Edge singularities of NMR lines in incommensurate crystals and density waves

A density wave whose period does not fit the lattice gives every nucleus a different local environment, yet the resonance line keeps sharp features. They arise where the frequency is stationary with respect to the phase of the wave. At each "Predict", stop and commit to an answer before reading on. Frequencies ν are ordinary frequencies; 1 kHz corresponds to hν = 4.14 peV.

1. Premises

P1. One plane wave modulates the crystal. On site n of a chain its phase is φₙ = 2πqn + φ₀, with q, in reciprocal lattice units, irrational. Its amplitude Δ, the order parameter, is the same everywhere.
P2. The wave is static on the time scale set by the inverse line width.
P3. The frequency of one chosen transition of one crystallographic site is an analytic function of Δ cos φ and Δ sin φ, for one orientation of the field.
P4. A symmetry of the modulated structure maps the site onto itself, leaves the field unchanged and reverses the phase, φ → −φ, for a suitable origin of φ.
P5. Every nucleus contributes the same intensity in a line of negligible width.

2. Frequency as a function of phase

By P3 the frequency is a power series in Δ·exp(iφ) and Δ·exp(−iφ). The harmonic exp(ikφ) needs at least |k| factors, so its coefficient starts at order Δ^|k|. By P4 the frequency is even in φ, and only cosines remain: ν = a₀ + a₁ cos φ + a₂ cos 2φ + terms of order Δ³, with a₁ ∝ Δ and a₂ ∝ Δ². Inserting cos 2φ = 2cos²φ − 1 gives

ν(φ) = ν₀ + ν₁ cos φ + (ν₂/2) cos²φ,  (1)

with ν₁ = a₁, ν₂ = 4a₂ and ν₀ = a₀ − a₂. In general ν₀ contains a shift of order Δ² and differs from the frequency above the transition. Shifting φ by π reverses ν₁, so take ν₁ ≥ 0. Reversing ν₂ together with that shift mirrors the line about ν₀, so take ν₂ ≥ 0 as well. Write x = ν − ν₀.

3. Distribution of the phase

Predict: q = 0.241 is close to 1/4. If q is irrational, do the phases cluster near four values?

They do not. For an integer k ≠ 0 the average of exp(ikφₙ) over N sites is a geometric sum of modulus |sin(πkqN)|/(N|sin(πkq)|). For irrational q the sine in the denominator is never zero, so the average vanishes as N grows. All harmonics of the phase distribution vanish except the constant one, and the phase modulo 2π is uniform with density 1/(2π). This is Weyl's equidistribution theorem.

4. The line shape

Let f(ν)dν be the fraction of nuclei in dν. By P5 it equals the fraction of the phase circle that (1) maps into dν. Each root φⱼ of ν(φ) = ν in [0, 2π) contributes an arc dν/|dν/dφ|, so f = (1/2π) Σⱼ 1/|dν/dφ|. Differentiating (1) gives dν/dφ = −sin φ (ν₁ + ν₂ cos φ), hence

f(ν) = (1/2π) Σⱼ 1/|sin φⱼ (ν₁ + ν₂ cos φⱼ)|.  (2)

Where no root exists f = 0. The function is normalised because the arcs cover the circle once.

5. The linear case

Predict: with ν₂ = 0, is the intensity largest at the centre of the line or at its ends?

The equation cos φ = x/ν₁ has two roots, φ and 2π − φ, for |x| < ν₁. At both, ν₁|sin φ| = (ν₁² − x²)^(1/2). The two equal terms cancel the factor 1/2:

f = 1/[π(ν₁² − x²)^(1/2)],  |x| < ν₁.  (3)

The minimum, 1/(πν₁), lies at the centre, and f diverges at both ends, where the cosine turns round and many nuclei share nearly one frequency. The integral of (3) is (1/π) arcsin(x/ν₁) between the ends, which is 1. The two edge singularities are 2ν₁ apart, and since ν₁ ∝ Δ the splitting follows the order parameter.

6. The form of a singularity

Let φₛ be a stationary point with frequency xₛ and curvature ν″ = d²ν/dφ² ≠ 0. Near it x − xₛ = ν″δ²/2 with δ = φ − φₛ. Roots exist on one side of xₛ only, below a maximum and above a minimum. There are two, ±δ, and at each |dν/dφ| = |ν″δ| = (2|ν″||x − xₛ|)^(1/2). Therefore

f ≈ 1/[π(2|ν″||x − xₛ|)^(1/2)]  (4)

for each stationary point. This is the one-dimensional van Hove singularity: one-sided, with exponent −1/2, and stronger the flatter the extremum. It is integrable, since the fraction of nuclei within ε of xₛ is (2ε/|ν″|)^(1/2)/π.

7. The quadratic case

Put c = cos φ. Equation (1) reads (ν₂/2)c² + ν₁c − x = 0, with solutions c± = (−ν₁ ± D)/ν₂ and D = (ν₁² + 2ν₂x)^(1/2). At these solutions ν₁ + ν₂c± = ±D. Each real c with |c| < 1 supplies two phases with |sin φ| = (1 − c²)^(1/2), so (2) becomes

f = (1/(πD)) Σ (1 − c²)^(−1/2),  (5)

summed over those of c₊ and c₋ that are real and lie between −1 and 1.

Predict: how many frequencies can make the denominator of (2) vanish, and does each always occur?

The factor sin φ vanishes at φ = 0 and φ = π, always. The factor ν₁ + ν₂ cos φ vanishes at cos φ = −ν₁/ν₂, which has two solutions away from 0 and π only if ν₂ > ν₁, or |ν₂| > |ν₁| for general signs. The curvature is ν″ = −ν₁ cos φ − ν₂ cos 2φ. The three cases are:

A: φ = 0, x_A = ν₁ + ν₂/2, ν″ = −(ν₁ + ν₂).
B: φ = π, x_B = −ν₁ + ν₂/2, ν″ = ν₁ − ν₂.
C: cos φ = −ν₁/ν₂, x_C = −ν₁²/(2ν₂), ν″ = (ν₂² − ν₁²)/ν₂, at two phases.

Predict: does ν₂ change the distance between A and B?

It does not: x_A − x_B = 2ν₁, because cos²φ = 1 at both points. The quadratic term moves their midpoint to ν₂/2 and changes their strengths.

For ν₂ < ν₁, A is the maximum and B the minimum, only c₊ contributes, and the line has two edges. By (4) the edge B is stronger than A by the factor [(ν₁ + ν₂)/(ν₁ − ν₂)]^(1/2).

For ν₂ > ν₁ the curvature at B has turned negative. B is now a local maximum, and the minimum has moved to the two phases C, whose contribution is twice (4). Subtraction gives x_B − x_C = (ν₂ − ν₁)²/(2ν₂) > 0, so C is the new lower edge and B lies inside the line. Between C and B both c₊ and c₋ contribute, four phases in all; between B and A only c₊ does. Thus f diverges as B is approached from below and drops to a finite value just above it. The full width is now x_A − x_C = (ν₁ + ν₂)²/(2ν₂), which exceeds 2ν₁. Only the A to B distance remains linear in Δ.

Predict: what happens to (4) at ν₂ = ν₁, where the curvature at B is zero?

Equation (1) becomes a perfect square, x − x_B = (ν₁/2)(1 + c)². Call y = x − x_B and s = 1 + c = (2y/ν₁)^(1/2). Then D = ν₁s and 1 − c² = s(2 − s), and (5) gives f = 1/[πν₁ s^(3/2)(2 − s)^(1/2)]. For small y this is proportional to y^(−3/4): the minimum is quartic, y ≈ ν₁δ⁴/8, and the third peak is born from a sharper singularity at B.

If symmetry forces ν₁ = 0, A and B coincide at ν₂/2, C sits at x = 0, and (5) with c± = ±(2x/ν₂)^(1/2) gives f = 1/[π(x(ν₂/2 − x))^(1/2)]. This has the shape of (3), with splitting ν₂/2 ∝ Δ². A symmetric two-edged line alone does not tell whether its width measures Δ or Δ².

Averaging (1) over φ, with ⟨cos²φ⟩ = 1/2 and ⟨cos⁴φ⟩ = 3/8, gives the centre of gravity ⟨x⟩ = ν₂/4 and the variance ν₁²/2 + ν₂²/32.

8. The coefficients for ⁹³Nb in NbSe₃

In NbSe₃ the Nb atoms form chains along the monoclinic b axis and lie on mirror planes perpendicular to b. Two charge-density waves set in, at approximately 144 K and 59 K. Between these temperatures there is one wave, with q ≈ 0.241 along b, which acts mainly on one of the three inequivalent Nb sites. Take the field along z = b. The mirror leaves this field unchanged and reverses the direction of the wave, and we assume that the modulated structure keeps it in the sense of P4.

The nucleus has I = 9/2. With X = I(I + 1), Larmor frequency ν_L > 0, Knight shift K along z and field-gradient tensor V,

H/h = −ν_L(1 + K)I_z + (a/2)(I_z² − X/3) + (w/8)(I₊² + I₋²) + (u/2)(I_xI_z + I_zI_x),

where a = 3eQV_zz/[2I(2I − 1)h], w = eQ(V_xx − V_yy)/[I(2I − 1)h] and u = eQV_xz/[I(2I − 1)h]. For simplicity V_xy and V_yz are set to zero. Under the mirror K, a and w are even and u is odd, so to first order in Δ

K = K₀ + K₁ cos φ, w = w₀ + w₁ cos φ, u = u₁ sin φ.

Consider the central transition between m = +1/2 and m = −1/2. The a term shifts both levels equally, and the w and u terms have no diagonal elements, so the quadrupole shift starts in second order, with unperturbed levels −ν_L·m.

The w term couples m to m ± 2, with denominators ±2ν_L. For m = 1/2 the squared elements of I±² are (X − 3/4)(X − 15/4) upward and (X + 1/4)(X − 3/4) downward. Their difference is −4(X − 3/4), so this level moves by −w²(X − 3/4)/(32ν_L). The level m = −1/2 moves by the opposite amount, and the transition frequency rises by w²(X − 3/4)/(16ν_L).

Predict: the u term couples m to m ± 1. Does it mix the two central levels?

Its element between m and m + 1 is (u/4)(2m + 1)[X − m(m + 1)]^(1/2), which is zero for m = −1/2. Only the couplings of 1/2 to 3/2 and of −1/2 to −3/2 remain, each with squared element u²(X − 3/4)/4 and denominators +ν_L and −ν_L. The transition frequency falls by u²(X − 3/4)/(2ν_L). No cross term of w and u occurs in this order, because they change m by different amounts. For I = 9/2, X − 3/4 = 24, and

ν(φ) = ν_L(1 + K) + 1.5w²/ν_L − 12u²/ν_L.

With sin²φ = 1 − cos²φ this has the form (1):

ν₀ = ν_L(1 + K₀) + 1.5w₀²/ν_L − 12u₁²/ν_L,
ν₁ = K₁ν_L + 3w₀w₁/ν_L,
ν₂ = (3w₁² + 24u₁²)/ν_L.  (6)

A tilt of the tensor out of the mirror plane feeds ν₂ eight times as strongly as an equal modulation of w. The magnetic part of ν₁ grows with the field and the quadrupolar part falls, so if their signs are opposite ν₁ passes through zero at one field, and the third peak appears around it.

9. Range of validity

Small amplitude. A cubic term (ν₃/6)cos³φ changes the A to B distance to 2ν₁ + ν₃/3, and ν₁ has its own Δ³ correction. The splitting is proportional to Δ up to a relative correction of order Δ².

Symmetry. Without P4 the two harmonics have a relative phase, ν = a₀ + a₁ cos φ + a₂ cos(2φ + θ). The arc counting of section 4 and equation (4) still hold, but the stationary points leave 0 and π and the two C points separate, giving up to four singularities.

Uniform phase. Lock-in to the lattice bunches the phase into commensurate regions separated by discommensurations. The factor 1/(2π) is then replaced by a density ρ(φ). The singularities stay at the same frequencies with other weights, and intensity gathers at the commensurate frequencies, up to four of them for q near 1/4.

One wave. If a site feels two independent phases, as is possible in NbSe₃ below about 59 K, the counting is two-dimensional: extrema give steps and saddle points give logarithmic peaks.

Static wave. Phase fluctuations faster than ν₁ reduce the effective ν₁ and ν₂. A wave that slides with a phase winding frequency far above ν₁ and ν₂ collapses the line to ν₀ + ν₂/4.

Finite width. Convolve y^(−1/2) with a Lorentzian of half-width Γ. At distance t inside the edge write t + iΓ = ρ·exp(iθ). The integral equals Im[(−t − iΓ)^(−1/2)] = cos(θ/2)/ρ^(1/2), whose square is (1 + cos θ) sin θ/(2Γ) because ρ = Γ/sin θ. This is largest at θ = 60°, that is at t = Γ/√3. Each maximum moves inward by Γ/√3 when Γ ≪ ν₁, and the third peak is resolved only if x_B − x_C is well above Γ. A spread of Δ near impurities, a spread of orientations and a phase-dependent echo decay also round or reweight the edges.

High field. Equation (6) needs |a|, |w| and |u| far below ν_L.

10. Numerical illustration

Take T = 77 K, where one wave is present. With the approximate values b = 3.48 Å and q = 0.241 the wavelength is b/q = 14.4 Å. Four cells advance the phase by 0.964 of a cycle, so each step of four cells slips by 13°, and the phases sweep the circle. The thermal energy, 6.6 meV, is so far above all the spin energies below that the equal weighting of P5 is not disturbed by level populations.

With γ/2π ≈ 10.45 MHz/T and a field of 9.0 T, ν_L = 94.05 MHz and hν_L = 0.389 µeV. The remaining inputs are illustrative: w₀ = 1.5 MHz, of the megahertz order typical for Nb among Se neighbours; w₁ = u₁ = 0.15 MHz, a modulation of one tenth; and K₁ = 1.8 × 10⁻⁴ with the same sign as w₀w₁. The static quadrupole shift 1.5w₀²/ν_L is 35.9 kHz. For |a| up to 1 MHz, diagonalising H changes the quadrupole shift by less than 1 per cent.

Predict from (6): two peaks or three?

ν₁ = 16.9 kHz + 7.2 kHz = 24.1 kHz,
ν₂ = 0.72 kHz + 5.74 kHz = 6.46 kHz.

The ratio ν₂/ν₁ is 0.27. Point C would need cos φ = −3.7, so the model line has two edges, at x_A = 27.3 kHz and x_B = −20.9 kHz. They are 48.2 kHz apart, or 0.20 neV, which is 5.1 × 10⁻⁴ of ν_L. The lower edge is 1.32 times as strong as the upper one, and the centre of gravity lies at x = 1.6 kHz. An assumed Γ = 2 kHz would reduce the distance between the maxima by about 2Γ/√3 = 2.3 kHz.

The value of ν₂ is far less secure than its digits, because (6) omits second harmonics of w and K, which are also of order Δ². A term w₂ cos 2φ with w₂ = w₁²/w₀ = 0.015 MHz adds 12w₀w₂/ν_L = 2.9 kHz to ν₂, with either sign. A term K₂ cos 2φ with K₂ = K₁/10 adds 4K₂ν_L = 6.8 kHz. Both with a positive sign give 16 kHz, still below ν₁, so the two-edged shape survives while the asymmetry factor does not. With (6) as it stands the third peak needs u₁ above 0.30 MHz. At u₁ = 0.40 MHz, ν₂ = 41.5 kHz and C lies 3.7 kHz below B. The two singularities face each other, so broadening moves their maxima together: convolving (5) with the Lorentzian of the assumed Γ merges C and B into one peak with no dip, and the broadened line still shows only two maxima. With opposite signs of the two parts of ν₁, the cancellation would fall at ν_L = (3|w₀w₁/K₁|)^(1/2) = 61.2 MHz, or 5.9 T.

All these numbers are the model's. The typical density-wave broadening of this central line in NbSe₃ near liquid-nitrogen temperature is some tens of kHz at such fields, roughly 5 × 10⁻⁴ of ν_L, and K₁ was chosen to reproduce that size, so the 48 kHz splitting tests nothing. The division of ν₁ into magnetic and quadrupolar parts is assumed; the field dependence of the splitting in (6), one part proportional to ν_L and the other to 1/ν_L, is what would determine it.